**Question.** I have the one-electron spectral function $A(k,\omega)$ at $T=0$, for an electron added to an empty band, of a chain meant as a caricature of a narrow-band oxide: buckled metal–oxygen–metal links, where the oxygen on each bond vibrates and modulates the hopping across that bond. The numbers were made for the exercise and rounded as data would be:

| quantity | value |
|---|---|
| $\delta$: lowest peak at $k=0$ to the edge of the continuum above it | 60(1) meV |
| $W$: centroid of $A(\pi,\omega)$ minus centroid of $A(0,\omega)$ | 480(8) meV |
| $\Delta$: centroid of $A(0,\omega)$ minus lowest peak at $k=0$ | 13.4(3) meV |
| $Z$: weight of that peak | 0.86(2) |

I want the hopping, the phonon energy and the coupling. A colleague says this is ambiguous, because a given binding energy can be fitted on a nearly free branch or on a self-trapped branch, and the true ground state jumps from one to the other at some coupling. Is that so? Is the fit unique, and how good is it?

---

**Answer.** In this model there is one branch. The ground state is unique, sits at $k=0$, always has weight in $A(0,\omega)$, and its energy is analytic in the coupling. Three of your four numbers then fix the three parameters, except for the sign of the coupling.

## Model and conventions

Take $\hbar=1$, lattice constant 1, energies in meV, one electron, and one Einstein oscillator $b_j$ on the bond from site $j$ to $j+1$:

$$H=-\sum_j\big[t+g\,(b_j+b_j^\dagger)\big]K_j+\Omega\sum_j b_j^\dagger b_j,\qquad K_j=c^\dagger_{j+1}c_j+c^\dagger_jc_{j+1}.\tag{1}$$

A site energy would shift all of $A$ rigidly and drops out of your differences. Call the coupling term $gV$, and let $E(k)$ be the bottom of the spectrum at total momentum $k$. The unitary $(-1)^{N_{\rm ph}}$ sends $b_j\to-b_j$, hence $g\to-g$, and leaves the phonon vacuum alone, so $A(k,\omega)$ is even in $g$. The map $c_j\to(-1)^jc_j$ flips $t$ and $g$ together and shifts $k$ by $\pi$. We may therefore take $t>0$, $g>0$; for $t<0$ read $k=\pi$ wherever $k=0$ appears.

## Why there is one branch

**The basis.** Use electron position and phonon occupation numbers, $|x;\{n_j\}\rangle$. The off-diagonal elements of (1) are $-t$ (hop), $-g\sqrt{n_j+1}$ (hop and emit) and $-g\sqrt{n_j}$ (hop and absorb). None is positive. The basis is also connected: with $t$ the electron walks to any bond, with $g$ it adds or removes a quantum there. Both properties are needed. At $t=0$ connectedness is lost and $E(k)$ is flat.

On the infinite chain $E(k)$ is a band, so the bottom of the full spectrum is not isolated, and one works at fixed $k$. With $T$ the translation of electron and phonons together, take $|\{n\}\rangle_k\propto\sum_xe^{ikx}T^x|0;\{n\}\rangle$, labelled by the phonon cloud as seen from the electron. The matrix $H(0)$ has the same non-positive elements, and $H(k)$ has them multiplied by $e^{\pm ik}$.

**Uniqueness and positivity (Perron–Frobenius).** Let $\psi$ be a real ground state of $H(0)$. Replacing $\psi_m$ by $|\psi_m|$ keeps the norm and the diagonal energy and cannot raise $\sum_{m\ne m'}H_{mm'}\psi_m\psi_{m'}$, so $|\psi|$ is a ground state too. If a non-negative ground state $\phi$ had $\phi_m=0$, row $m$ of the eigenvalue equation would read $\sum_{m'\neq m}H_{mm'}\phi_{m'}=0$, a sum of terms of one sign, so $\phi$ would vanish on all neighbours of $m$ and by connectedness everywhere. Apply this to $|\psi|-\psi\ge0$: it is zero or strictly positive, so $\psi=\pm|\psi|$ with no zero component. Two such vectors cannot be orthogonal, and the ground state is simple.

**It lies at $k=0$.** The zero-phonon diagonal element of $H(k)$ is $-2t\cos k$, so for any normalised $\psi$

$$\langle\psi|H(k)|\psi\rangle\ \ge\ \langle|\psi|\,|H(0)|\,|\psi|\rangle+2t(1-\cos k)\,|\psi_{\rm vac}|^2 .\tag{2}$$

Thus $E(k)\ge E(0)$. Equality for an eigenstate at $k\neq0$ would make $|\psi|$ the positive ground state, whose $\psi_{\rm vac}$ is not zero, and (2) would then be strict, a contradiction.

**It is isolated.** The continuum at any total momentum begins at $\min_pE(p)+\Omega$: a polaron plus one phonon far away, which can carry any momentum at energy $\Omega$. That nothing continuous lies lower is a standard theorem, which I quote without proof. By (2) the edge is $E(0)+\Omega$, and $\Omega>0$ separates the ground state from it.

**It is analytic.** An electron at $x$ touches two bonds, so $\|V\psi\|\le C\|(N_{\rm ph}+1)^{1/2}\psi\|$, and $V$ has relative bound zero with respect to the uncoupled Hamiltonian. Then $H(0)$ is an analytic family in $g$, and by Kato–Rellich theory a simple isolated eigenvalue and its eigenvector are analytic near every real $g$. At $g=0$, where the phonon sectors disconnect, the free $k=0$ state is simple and isolated by inspection. So there is no level crossing, no kink in the energy and no jump in $Z$. A steep crossover, with $Z$ exponentially small at large $g$, is allowed. This line of argument for polarons is reviewed by Gerlach and Löwen (1991).

**Where the premise holds and where it fails.** For coupling to the electron density, with any form factor $g(q)$, the right basis is the coordinate one, $|x;\{X_j\}\rangle$: coupling and springs are diagonal, the hop is $-t$, and the phonon kinetic energy $-\partial_X^2$ has non-positive off-diagonal elements on any grid. For (1) that basis fails, since $t+g(b_j+b_j^\dagger)$ changes sign, and the occupation basis rescues it. With phonons on sites, $t+g(X_{j+1}-X_j)$ with $X_j=b_j+b_j^\dagger$, both fail. Follow the loop: hop $0\to1$ emitting at site 1, hop $1\to2$ absorbing it, return by two plain hops. The product of the elements of $-H$ is $g\,(-g)\,t^2<0$, which no choice of signs for the basis states can change. For $\Omega\gg t,g$ this process is a second-neighbour hop $+g^2/\Omega$, the band is $-2t\cos k+2(g^2/\Omega)\cos2k$ plus a constant, its curvature at $k=0$ is $2t-8g^2/\Omega$, and the minimum splits into $\pm k_0$ once $g^2/\Omega>t/4$. A sharp transition of this kind was found numerically by Marchand and co-workers (2010). A phonon dispersion $\eta\sum_j(b_j^\dagger b_{j+1}+{\rm h.c.})$ added to (1) keeps the premise for $\eta<0$ and breaks it for $\eta>0$, by the same kind of loop.

## Two parameters follow exactly

The theorem says what your lowest peak is. Its weight is $Z=|\psi_{\rm vac}|^2>0$, so the lowest line in $A(0,\omega)$ is the global ground state at every coupling and no dark state hides below it. The continuum edge lies $\Omega$ above it:

$$\Omega=\delta=60(1)\ \text{meV}.$$

This uses the edge. At strong coupling a second discrete line can appear below the edge, and its distance from the peak is less than $\Omega$.

The centroid is the first moment $\langle k,{\rm vac}|H|k,{\rm vac}\rangle=-2t\cos k$, exact because $V$ has no expectation value in the phonon vacuum. Hence $W=4t$,

$$t=120(2)\ \text{meV},$$

positive, consistent with a minimum at $k=0$, and $\Delta=-2t-E(0)$ is the polaron shift.

## The coupling: uniqueness and a rigorous bracket

At fixed $t,\Omega$ the energy $E(0)$ is the infimum over trial states of functions linear in $g$, hence concave, so $\Delta(g)$ is convex with $\Delta(0)=0$. It is positive for $g\ne0$ by the bound (5) below. A differentiable convex function through the origin obeys

$$\frac{d\Delta}{dg}\ \ge\ \frac{\Delta}{g}\ >0 .\tag{3}$$

So $\Delta(g)$ rises strictly, it is unbounded (see the self-trapped state below), and each $\Delta>0$ belongs to exactly one $|g|$.

*Lower end.* Complete the square on each bond: $\Omega b_j^\dagger b_j-g(b_j+b_j^\dagger)K_j\ge-g^2K_j^2/\Omega$. For one electron $K_j^2$ projects on sites $j,j+1$, so $\sum_jK_j^2=2$. With the hopping bounded below by $-2t$,

$$\Delta\le 2g^2/\Omega\quad\Rightarrow\quad g^2\ge\Omega\Delta/2=402\ \text{meV}^2,\qquad |g|\ge20.05\ \text{meV}.\tag{4}$$

*Upper end.* Writing $b_j^\dagger=N^{-1/2}\sum_qe^{-iq(j+1/2)}b_q^\dagger$ on $N$ sites, emission $k\to k-q$ has amplitude $-2g\cos(k-q/2)/\sqrt N$, whose square at $k=0$ is $2g^2(1+\cos q)/N$. Restricting (1) to at most one phonon is variational and gives a shift $\Delta_1\le\Delta$ with

$$\Delta_1=\int_{-\pi}^{\pi}\frac{dq}{2\pi}\,\frac{2g^2(1+\cos q)}{\Omega+\Delta_1+2t-2t\cos q}=\frac{g^2}{t}\left[\sqrt{1+\frac{4t}{\Omega+\Delta_1}}-1\right].\tag{5}$$

$\Delta_1$ grows with $g$, so the true $g$ cannot exceed the one that makes $\Delta_1=13.4$ meV. The square root is 2.7458, which gives $g^2\le921$ meV$^2$ and $|g|\le30.35$ meV. For the central values of the data, with no expansion in $g$,

$$20.05\ \text{meV}\le|g|\le30.35\ \text{meV}.$$

*Your colleague's second branch.* Put the electron in $(|0\rangle+|1\rangle)/\sqrt2$ and bond 0 in a coherent state of amplitude $g/\Omega$. The energy is $-t-g^2/\Omega$. Its momentum components bound $\min_kE(k)=E(0)$ from above, so $\Delta\ge g^2/\Omega-t$. This curve crosses the bare-electron value $-2t$ at $g=\sqrt{t\Omega}=84.9$ meV, and the lower of the two has a kink there, which is the supposed transition. Both are upper bounds on a smooth function that lies below them. Fitting the datum on this curve gives $g^2=\Omega(\Delta+t)=8004$ meV$^2$, or $g=89.5$ meV, which is merely a weaker upper bound on $|g|$. At that coupling (5) already forces $\Delta\ge75.5$ meV against the 13.4 meV in your table.

## Sharpening the value

Analyticity and evenness give a series $\Delta=\Delta_2+\Delta_4+\dots$ in $g^2$ with a non-zero radius of convergence. The phonons do not move, so real space is easiest. With $m$ phonons present the electron propagates with $G_m=(m\Omega+2t+h)^{-1}$, $h$ being the bare hopping Hamiltonian:

$$G_m(x)=\frac{z_m^{|x|}}{s_m},\quad s_m=\sqrt{m\Omega(m\Omega+4t)},\quad z_m=\frac{m\Omega+2t-s_m}{2t}.$$

Write $z=z_1$, $w=z_2$. Emission on bond 0 from the uniform state leaves the electron in $|0\rangle+|1\rangle$, and $G_1$ turns this into $\phi_0(x)=gA\,z^{d}$, with $A=(1+z)/s_1$ and $d$ the distance to the nearer end of the bond. Therefore

$$\Delta_2=2g^2A=\frac{g^2}{t}\Big[\sqrt{1+4t/\Omega}-1\Big],\qquad n_2=\|\phi_0\|^2=\frac{2g^2A^2}{1-z^2},$$

where $n_2$ is the lowest-order phonon number. In fourth order $\Delta_4=S-\Delta_2n_2$, with $S$ the sum over two-phonon states. Both quanta on bond 0 give the electron state $\sqrt2\,g^2A(|0\rangle+|1\rangle)$. Quanta on bonds 0 and $r\ge1$ give $g(K_r\phi_0+K_0\phi_r)=g^2Az^{r-1}\big(|0\rangle+z|1\rangle+z|r\rangle+|r+1\rangle\big)$, and the bracket has $G_2$ expectation $[2(1+z^2+2zw)+2w^{r-1}(w+z)^2]/s_2$. Summing the geometric series over $r$,

$$S=\frac{g^4A^2}{s_2}\left[4(1+w)+\frac{2(1+z^2+2zw)}{1-z^2}+\frac{2(w+z)^2}{1-z^2w}\right].\tag{6}$$

For $t=120$ and $\Omega=60$ meV: $s_1=180$ meV, $z=0.5$, $A\Omega=0.5$, $s_2=268.3$ meV, $w=0.3820$. With $x=g^2/\Omega^2$ one finds $\Delta_2=\Omega x$, $n_2=\tfrac23x$, $S=0.6484\,\Omega x^2$, $\Delta_2n_2=0.6667\,\Omega x^2$, and

$$\Delta/\Omega=x-0.0182\,x^2+O(x^3).\tag{7}$$

The datum is $\Delta/\Omega=0.2233$. Second order alone gives $|g|=28.35$ meV. Equation (7) gives $x=0.2242$, $|g|=28.41$ meV and $n_2=0.1495$, inside the bracket. The truncated quadratic has a second root at large $x$, far above the bracket, which (3) excludes as an artefact.

The fourth-order term is $-0.055$ meV, the small difference of $S=1.96$ meV and $\Delta_2n_2=2.01$ meV. Because of this cancellation its smallness says little about the next term, which I have not computed at this $t/\Omega$. The uncancelled scale of sixth order is $\Delta_2n_2^2=0.30$ meV, as large as the uncertainty of $\Delta$. At $t=0$ the same expansion gives $\Delta=2g^2/\Omega-g^4/\Omega^3+\tfrac43g^6/\Omega^5$, while the scales $\Delta_2n_2$ and $\Delta_2n_2^2$ have coefficients 4 and 8, so there the scale overstates the sixth-order term sixfold. I take 0.30 meV as a cautious estimate, not a bound. It moves $|g|$ by 0.3 meV.

## The fourth number

Eliminating all states with phonons gives $\Delta=F(\Delta)$, where $F(y)$ is the sum of $\Delta_2$, $S$ and higher terms evaluated with every denominator $m\Omega$ replaced by $m\Omega+y$. The peak weight is $Z=1/[1-F'(\Delta)]$. In units $\Omega=1$, the second-order part has $F_2'(0)=-\tfrac23x$ and $F_2''(0)=\tfrac{28}{27}x$, and differentiating (6) gives $S'(0)=-1.253\,x^2$. With $\Delta\approx x$ in the correction,

$$1/Z=1+\tfrac23x+0.216\,x^2+O(x^3),\qquad Z=0.862 .$$

This lies within 0.86(2). Since the table was made from the model, that confirms only the arithmetic; with real data it would test the model. As a route to $g$ it is weak: $d\ln Z/d\ln g\approx-2n_2$, so the quoted uncertainty in $Z$ is worth 8 % in $g$. A sharper independent test is the second central moment of $A(k,\omega)$, which is exactly $g^2\langle V^2\rangle=2g^2$ for every $k$, from the two bonds next to the electron. The inferred model predicts a root-mean-square width of 40.2 meV at both $k=0$ and $k=\pi$.

## How the errors carry through

Analyticity is what allows linear propagation of small errors at any coupling, and (3) caps it: $\partial\ln|g|/\partial\ln\Delta\le1$ at fixed $t,\Omega$, so a relative error in $\Delta$ is never amplified, even in the crossover. Here, from $g^2=t\Delta/(\rho-1)$ with $\rho=\sqrt{1+4t/\Omega}=3$,

$$\frac{\delta g}{g}=\frac12\frac{\delta\Delta}{\Delta}+\frac16\frac{\delta t}{t}+\frac13\frac{\delta\Omega}{\Omega}.$$

The exponents add to 1, as they must, since scaling all energies scales $g$. The fourth-order term changes the first from 0.5 to 0.502. The three contributions are 1.12 %, 0.28 % and 0.56 %, which for independent errors combine to 1.28 %, or 0.4 meV.

The errors need not be independent, because the $k=0$ centroid enters $\Delta$ with a plus sign and $W$ with a minus sign. A shift $\epsilon$ of it changes $\ln|g|$ by $\epsilon\,[1/(2\Delta)-1/(6W)]$, which is 3.7 % per meV. This is the vulnerable point: satellite weight lost at the high-energy end of the window lowers the centroid and biases $|g|$ downward.

## Result and what stays undetermined

$$t=120(2)\ \text{meV},\qquad\Omega=60(1)\ \text{meV},\qquad|g|=28.4\ \text{meV},$$

with $\pm0.4$ meV on $|g|$ from the data and an estimated 0.3 meV or less from truncating the series. The ratio $g^2/(t\Omega)$, which equals 1 at the spurious crossing, is 0.112. Within model (1) the solution is unique, because $\delta$ and $W$ map linearly on $\Omega$ and $t$ and $\Delta$ maps monotonically on $|g|$.

The sign of $g$ cannot be had from any spectrum, as it only says which direction of the oxygen displacement is called positive. Nor do the data separate the slope of the hopping from the oscillator mass: $g=(dt/du)\,\ell$ with $\ell=\sqrt{\hbar^2/2M\Omega}$ ($\Omega$ as an energy). Assuming $M=16$ u, approximately one oxygen atom, $\ell=0.0467$ Å and $|dt/du|=0.61$ eV/Å, a number that belongs to the model and to that assumption and not to any material. Uniqueness is also conditional on the phonons living on bonds. With site phonons the minimum may leave $k=0$, and $\delta$ then falls short of $\Omega$ by $E(0)-\min_pE(p)$, so the first step of the inversion already fails.